Question: I have a PBE band calculation for corundum, Al₂O₃, with levels at several points of the mesh. The results at the zone centre are hidden in my copy. Can I work out from the other points where the highest filled level and the two lowest empty levels lie there, or is each point a separate fact that has to be computed?

GPAW 26.7.0 calculation with the PBE functional, PAW data sets (gpaw-data 1.2.1) and plane waves up to 800 eV for corundum, Al₂O₃, in its 10-atom rhombohedral cell, without spin polarisation or spin–orbit coupling. The k mesh is 7×7×7, with Fermi–Dirac smearing of 0.05 eV. Levels are counted from the valence top.

```
point a (reciprocal cell vector)  point b (reciprocal cell vector)  point c (reciprocal cell vector)  level under 1 (eV)  level over 1 (eV)  level over 2 (eV)
                          0.0000                            0.0000                            0.0000                   ?                  ?                  ?
                          0.1429                            0.0000                           -0.1429              -0.053              7.366              9.999
                          0.1429                            0.1429                            0.0000              -0.043              6.819              9.547
                          0.1429                            0.1429                            0.1429              -0.060              6.602              9.184
                          0.2857                            0.0000                            0.1429              -0.118              7.627             10.141
                          0.4286                            0.0000                            0.0000              -0.258              8.951              9.629
                          0.4286                            0.4286                            0.4286              -0.307              8.319              8.949
```

Answer: You can get quite far, because a level changes smoothly from point to point, except where bands cross, and symmetry ties some of the levels together. Points a, b and c are fractions of the three reciprocal cell vectors, so 2πa is the phase by which the electron wave turns from one cell to the next along the first cell vector. "Level under 1" is the highest filled level at a point, and "level over 1" and "level over 2" are the two lowest empty ones. Energies are counted from the valence top.

The filled and empty sides behave very differently. Over the six known points the highest filled level moves by only 0.26 eV, while the lowest empty level moves by 2.35 eV. This is usual for such an oxide: the top valence states are expected to be oxygen 2p combinations with little net bonding, so a change of phase hardly moves them, while the lowest conduction state should consist largely of s-like orbitals that overlap throughout the crystal. At the zone centre these orbitals are in phase in every cell, which gives the lowest energy. Any phase shift between cells costs energy.

The simplest formula for that cost has one cosine for each of the shortest steps between cells, with one constant for each of the two kinds of step:

E = E₀ + A·h₁ + B·h₂

h₁ = 3 − cos 2πa − cos 2πb − cos 2πc

h₂ = 3 − cos 2π(a−b) − cos 2π(b−c) − cos 2π(c−a)

Both sums vanish at the zone centre, so E₀ is the level we want. I fitted the three constants to the four known points with point a below 0.4, since so short a series can describe only the bottom of the band.

Take the row with all three coordinates at 0.1429, which was part of that fit. It lies on the threefold axis of the crystal, where all cells across the axis stay in phase and h₂ is zero. With the fitted A = 0.3105 eV the step back to the centre is

h₁ = 3 × (1 − cos 51.4°) = 1.13

E₀ = 6.602 − 0.3105 × 1.13 = 6.25 eV

The fit meets its four points within about 0.001 eV, but with three constants that is only one real test. At the two outer points the formula comes out 0.3 to 0.4 eV too low. A square-root law, as for two levels that repel each other, fits the same four points equally well, does better at the outer ones and gives 6.04 eV at the centre. Read literally, however, it needs a partner level about 1.5 eV below the conduction edge, inside the empty gap. I therefore keep the cosine value but let the error bar reach down to the other one.

The second empty level needs one more idea. Corundum has a glide plane: reflection combined with a shift of half a period along the axis maps the crystal onto itself. At the zone centre a state either keeps or changes its sign under this operation. If the wave vector moves along the axis by one full reciprocal period, the two kinds of state change places, so a pair of such bands must cross halfway, at the zone face.

Let x be the common value of the three coordinates on the axis. The separation of the pair, counted with its sign, must reverse when x grows by 1 and must be the same for x and −x. The simplest function that does both is

separation = D·cos(πx)

The two axis rows allow a test. Their separations are 2.582 eV at x = 0.1429 and 0.630 eV at x = 0.4286, a factor of four apart. Divided by their cosines they give 2.87 and 2.83 eV, which agree to about 1 per cent. This supports the view that the two lowest empty levels are such a pair, though two rows cannot settle it. If they are, the lower one rises along the axis to a sharp peak at the zone face, where the first formula flattens out. That would help to explain why the first formula is too low at the outer axis point. The best single value of D is 2.86 eV, and at the centre the cosine is 1, so the whole of D is to be added to the first level.

The forecasts for the zone centre are:

lowest empty level: 6.25 eV, range 6.0 to 6.4 eV

second empty level: 9.12 eV, range 8.9 to 9.4 eV (this is the forecast as first written down; the constants fitted above give 9.11 eV)

highest filled level: 0.00 eV, range −0.05 to 0 eV

The last one follows from the choice of zero, which no filled level can exceed, and from neighbouring points that lie just below it. Only the separation D in the second forecast is truly blind. I had already seen the band gap of this run, and it nearly fixes the lowest empty level and the highest filled one.

The withheld rows as computed:

```
point a (reciprocal cell vector)  point b (reciprocal cell vector)  point c (reciprocal cell vector)  level under 1 (eV)  level over 1 (eV)  level over 2 (eV)
                          0.0000                            0.0000                            0.0000               0.000              6.230              9.152
```

All three values fall within their ranges. The lowest empty level is 0.02 eV below its forecast, and the highest filled level is at zero as expected. The gap I had seen was 6.23 eV, the same as the smallest gap at any single point of the mesh, so these two agreements are consistency checks. They do favour the cosine formula over the square-root law, which ends 0.19 eV too low.

The second empty level is the real test, and it lies 0.03 eV above the forecast of 9.12 eV. The computed separation at the centre is 2.92 eV, about 0.06 eV more than the cosine law gives, and the slightly low first level hides part of that error. The cosine law thus carries the separation from the neighbouring points to the centre with only a small error. The size of D itself is fitted, not explained by the glide. The small remainder shows that the separation is not a pure cosine. The glide also allows terms such as cos(3πx), and it leaves their size open.

The same fit also gives the curvature of the band bottom. With rough cell lengths, it corresponds to an effective mass of about 0.4 electron masses both along and across the axis. Electrons just above the conduction edge should therefore respond almost equally in both directions. The size of the gap is less trustworthy, because PBE makes it much too small for this oxide.

The valence side deserves more caution. Its top is so flat that a point between those of the mesh could lie slightly higher than the zone centre. That would make the gap formally indirect while hardly changing its size.

The program's output below gives both fits to the four inner points and the test of the cosine law on the axis.

Numerical output:

```
fit of level_over_1 on 4 rows (near): constant 6.25 +/- 0.0026, coefficient of hopa 0.3105 +/- 0.0023, coefficient of hopb 0.4457 +/- 0.00095; rms 0.000786, worst 0.1429 0.00114, leave-one-out rms 0.00472
  rows outside the fit (model, value, miss): 0.0 6.25, 6.23, 0.0204; 0.4286 8.535, 8.951, -0.416; 0.4286 8.021, 8.319, -0.298
fit of level_over_1 on 4 rows (near): constant 5.314 +/- 0.0052, coefficient of sqrt(s**2 + ksq) 5.133 +/- 0.014, s 0.1416; rms 0.00116, worst 0.1429 0.00162, leave-one-out rms 0.00574
  rows outside the fit (model, value, miss): 0.0 6.041, 6.23, -0.189; 0.4286 8.88, 8.951, -0.0706; 0.4286 8.586, 8.319, 0.267
Root law, distance of the partner level below the conduction edge in eV: 1.454
Cosine model, effective mass along the threefold axis in electron masses: 0.4357
Cosine model, effective mass across the axis in electron masses: 0.4015
Separation of the two conduction levels at the inner axis point in eV: 2.582
Separation of the two conduction levels at the outer axis point in eV: 0.63
Separation divided by cosine, inner axis point in eV: 2.866
Separation divided by cosine, outer axis point in eV: 2.832
Forecast separation at the zone centre in eV: 2.864
Forecast second conduction level at the zone centre in eV: 9.114
Computed second conduction level at the zone centre in eV: 9.152
Miss of the second conduction level, forecast less computed, in eV: -0.03752
Computed separation at the zone centre in eV: 2.922
Computed top valence level at the zone centre in eV (forecast 0): 0
Span of the top valence level over the known points in eV: 0.264
Span of the first conduction level over the known points in eV: 2.349
```
